Pulling one hydrogen atom off phosphine, PH₃, leaves the radical PH₂ and a free H atom, at a computed cost of about 3.8 eV, with the zero-point motion of the nuclei left out. Suppose that this energy is computed with a method that treats the motion of the electrons almost exactly, but with a set of orbitals of only moderate size. How far from the best estimate will the result fall? The name of the method suggests a very small error, whereas the size of the orbital set suggests something else. Two quantum Monte Carlo calculations can decide the matter, and their results are hidden in the table below until a forecast has been made.

P–H bond energy of PH₃ (to PH₂ + H), computed with Ansatz 0.2.0 and, for AFQMC, the in-house program afq 1, in def2-TZVP unless marked CBS, with frozen cores, PBE0/def2-SVP geometries and RHF (molecule) or UHF (fragments) determinants. The best estimate is CCSD(T) at the def2-TZVPP/QZVPP limit plus a step to CCSDT(Q), without zero-point energy. The CCSD(T) limit is as a rule a focal-point estimate: HF and the MP2 correlation energy are extrapolated from triple and quadruple zeta, while the difference between CCSD(T) and MP2 comes from triple zeta alone.

```
         level  this level less the best estimate at the basis limit (meV)  statistical noise, one standard error (meV)
            HF                                                     -1052.0                                        0.000
           MP2                                                      -237.0                                        0.000
          CCSD                                                      -184.0                                        0.000
       CCSD(T)                                                      -158.0                                        0.000
         CCSDT                                                      -159.0                                        0.000
      CCSDT(Q)                                                      -158.0                                        0.000
 ph-AFQMC/CISD                                                           ?                                            ?
released AFQMC                                                           ?                                            ?
        HF/CBS                                                     -1049.0                                        0.000
       MP2/CBS                                                       -58.0                                        0.000
   CCSD(T)/CBS                                                         0.0                                        0.000
           PBE                                                      -128.0                                        0.000
        r2SCAN                                                      -148.0                                        0.000
          PBE0                                                      -148.0                                        0.000
         B3LYP                                                       -71.0                                        0.000
       wB97M-V                                                        15.0                                        0.000
        B2PLYP                                                      -113.0                                        0.000
```

Each error is the bond energy at the named level less the best estimate at the basis limit, that is, with an orbital set so large that nothing more is gained by extending it. A negative error therefore means a bond that is too weak. The best estimate is itself computed, not measured. Levels marked CBS are estimates of the limit from larger finite sets, and the one for CCSD(T), on which every error in the table rests, is as a rule pieced together from several levels, as the caption describes. The other levels use the def2-TZVP set. An unmarked wavefunction level thus carries two errors at once, one from its treatment of the electrons and one from its orbitals. Three limiting cases help to tell them apart.

The first limit is a theory without electron correlation. In Hartree–Fock (HF) each electron feels only the average field of the others, and the bond comes out more than 1 eV too weak. Going from def2-TZVP to the basis limit changes this error by a mere 3 meV. Whatever the orbital set lacks at this level thus nearly cancels between the molecule and its fragments, and the large error belongs to the theory itself.

Its origin lies in the pair of electrons that forms the P–H bond. Two electrons in one bond avoid each other from moment to moment, which lowers the energy of the molecule below its average-field value. When the bond breaks, one electron stays on PH₂ and the other leaves with hydrogen. A lone H atom has one electron and no correlation energy at all. The other electrons of PH₂ keep most of their correlation, but that within the broken pair is lost. A theory that leaves out correlation therefore leaves out more stabilisation in the molecule than in the fragments, and makes the bond too weak.

The second limit is full correlation within the finite orbital set. Coupled cluster theory approaches it in steps: CCSD correlates electrons through single and double excitations, CCSD(T) adds triple excitations approximately, CCSDT treats them fully, and CCSDT(Q) adds an estimate of quadruple ones. From CCSD to CCSD(T) the error still shrinks by 26 meV. After that the three highest levels agree to within 1 meV, which is no more than the rounding of the table. The series has settled, but at −158 meV and not at zero.

A settled series of this kind marks the exact answer to a restricted problem. Further excitations only redistribute electrons among the orbitals already present, and they create no new ones. Unless the estimated limit is itself off, the remaining error must then come from the orbitals that def2-TZVP lacks. It would be a mistake to read −158 meV as a failure of CCSDT(Q), which by every sign in the table has nearly solved the problem it was given.

The third limit is a complete orbital set. There CCSD(T) has an error of zero, but this value is built in: the best estimate is CCSD(T) at the basis limit plus a step to CCSDT(Q), and that step vanishes here to the precision shown. The zero is therefore no proof of accuracy. What does carry information is the distance between CCSD(T) in def2-TZVP and at the limit, because it estimates what the finite set costs a well-correlated calculation. Part of that estimate is borrowed. As a rule CCSD(T) itself is taken only as far as a triple-zeta set, somewhat fuller than def2-TZVP, and the rest of the way to the limit is covered by second-order perturbation theory (MP2), the cheapest correlated wavefunction level here.

Why should the set be good enough for HF and poor for correlation? An average field is smooth, and a few well-chosen functions describe how it changes when the bond breaks. Correlation has a sharper feature: where two electrons meet, their repulsion puts a kink into the wavefunction, known as the cusp. Products of smooth orbitals reproduce a kink only slowly, with functions of ever higher angular momentum. The def2-TZVP set gives hydrogen a single set of p functions beyond its s functions, which leaves the electrons little room to avoid each other at that end of the bond.

The table lets us say how much of the effect the set does catch. Within def2-TZVP, HF lies 894 meV below CCSDT(Q), and this is the contribution of correlation to the bond in that set. At the estimated basis limit the same contribution is 1049 meV. The ratio, 894/1049, is about 0.85, so the finite set recovers roughly 85 per cent of the correlation part of the bond energy. The remaining 15 per cent is nearly the whole of the error at which coupled cluster settles.

Auxiliary-field quantum Monte Carlo, or AFQMC, reaches the correlated ground state by another route. It replaces the repulsion between electrons by random fields and follows a population of simple wavefunctions, called walkers, which on average relax to the ground state. Each walker is built from the orbitals of the chosen set. However long the walk and however many the walkers, the method can find only the ground state that this set allows. It should therefore share the basis error of coupled cluster, although it samples the wavefunction at random instead of solving equations for the excitations.

The walk brings two errors of its own. One is statistical noise. The other arises because the walkers acquire complex phases that would in time drown the signal; the phaseless form, ph-AFQMC, controls them with the help of a trial wavefunction, here of the CISD type with single and double excitations taken from a CCSD calculation, and pays with a small bias. The released form lifts this constraint, which in principle removes the bias but lets the noise grow as the walk goes on.

The forecast now follows from a simple sum:

error = method error + basis error

For a nearly exact method the first term is close to zero. The second can be read from the three coupled cluster levels with triple excitations or more in def2-TZVP, whose mean is

(−158 − 159 − 158)/3 ≈ −158 meV

This one constant is the whole model. The Monte Carlo results played no part in it, and the lower levels were left out because their method errors are not small.

The three values scatter by less than 1 meV, but that would be a dishonest error bar, since it knows nothing of bias or noise. For ph-AFQMC/CISD the forecast is −158 meV with a range of ±25 meV, to cover a bias of some meV and the noise. For released AFQMC it is −158 meV with a range of ±40 meV. Both should show a noise different from zero, and no order between the two is forecast. These ranges are judgements and not results of the fit.

Two other forecasts deserve a hearing. Someone who equates a nearly exact method with a nearly exact result would expect an error near zero, far outside both ranges. Someone who takes the whole basis error from MP2 would find −179 meV, the difference between its values in def2-TZVP and at the limit. That number lies inside both ranges, so only a small noise could tell it from the coupled cluster value.

The withheld rows as computed:

```
         level  this level less the best estimate at the basis limit (meV)  statistical noise, one standard error (meV)
 ph-AFQMC/CISD                                                      -155.0                                        4.000
released AFQMC                                                      -158.0                                        3.000
```

Both forecasts hold. The phaseless calculation gives −155 meV with a noise of 4 meV, and the released one −158 meV with a noise of 3 meV. The phaseless value differs from the forecast by less than one standard error, so there is no deviation to explain and no bias to be seen at this precision. The ranges turned out much wider than needed, though a single bond cannot show whether they would be too generous elsewhere.

The expectation of an error near zero fails clearly, and by the amount that the orbital set costs. The MP2 value fails more gently: it lies more than 20 meV below both Monte Carlo results, which is several times their noise. MP2 treats each pair of electrons as if the others did not respond to it, and here it exaggerates what the pair gains between def2-TZVP and the fuller triple-zeta set. Beyond that set the best estimate as a rule takes its gain from MP2 itself, so the table cannot show whether MP2 goes wrong there too. It gives the right size of the basis error, but misses by about 20 meV in the part that can be checked.

How much does the success prove? Less than the close agreement suggests, because a case was accepted for this comparison only if CCSDT(Q) and the released walk agreed within 25 to 40 meV. A large miss of the released calculation had thus been ruled out beforehand. The agreement to a few meV is closer than that condition demanded, and it fits the view that both methods solve the same restricted problem. It does not test the basis limit itself, which enters every error in the same way. If MP2 misjudges the last stretch from triple zeta to the limit, all the errors shift together and the agreement remains.

The same distinction guards against a misreading of the density functionals. PBE has an error of −128 meV, which looks better than the −158 meV of CCSDT(Q) in the same orbital set. But a functional takes its correlation energy from the electron density and does not have to build the cusp out of orbitals. Its basis error should therefore be small, as it is for HF, although the table does not test this. On that argument most of PBE's error is its own and would survive in a larger set, whereas that of CCSDT(Q) would shrink away.

Nor does a more elaborate functional guarantee a better bond. PBE0, which mixes in a share of HF exchange, and r2SCAN both lie 20 meV further from the best estimate than PBE. B3LYP comes closer, and wB97M-V is the nearest functional, with a bond 15 meV stronger than the best estimate, a margin small enough for an error in the estimated limit to matter. No dispersion correction was added to the functionals. B2PLYP is a mixed case: it contains an MP2-like term, which does need the cusp, so some tens of meV of its error probably come from the orbital set.

Such errors matter where phosphine is used in making electronic devices, as a source of phosphorus for doping silicon and for growing semiconductors such as indium phosphide. At a growth temperature of roughly 900 K the thermal energy is about 78 meV. If the whole PBE error entered the barrier for breaking the bond in the gas phase, the rate would come out too high by a factor of exp(128/78), or about 5. Decomposition on a surface follows other paths, and this estimate does not apply to it.

The practical rule is to ask two questions of any correlated bond energy: how well the method solves the problem in its orbital set, and how far that set is from complete. Agreement between nearly exact methods in one set answers only the first. The second needs larger sets or a basis correction, and the correction used here as a rule leans on MP2 beyond triple zeta. By that estimate, even a perfect solver in def2-TZVP would have left the P–H bond about 4 per cent too weak.
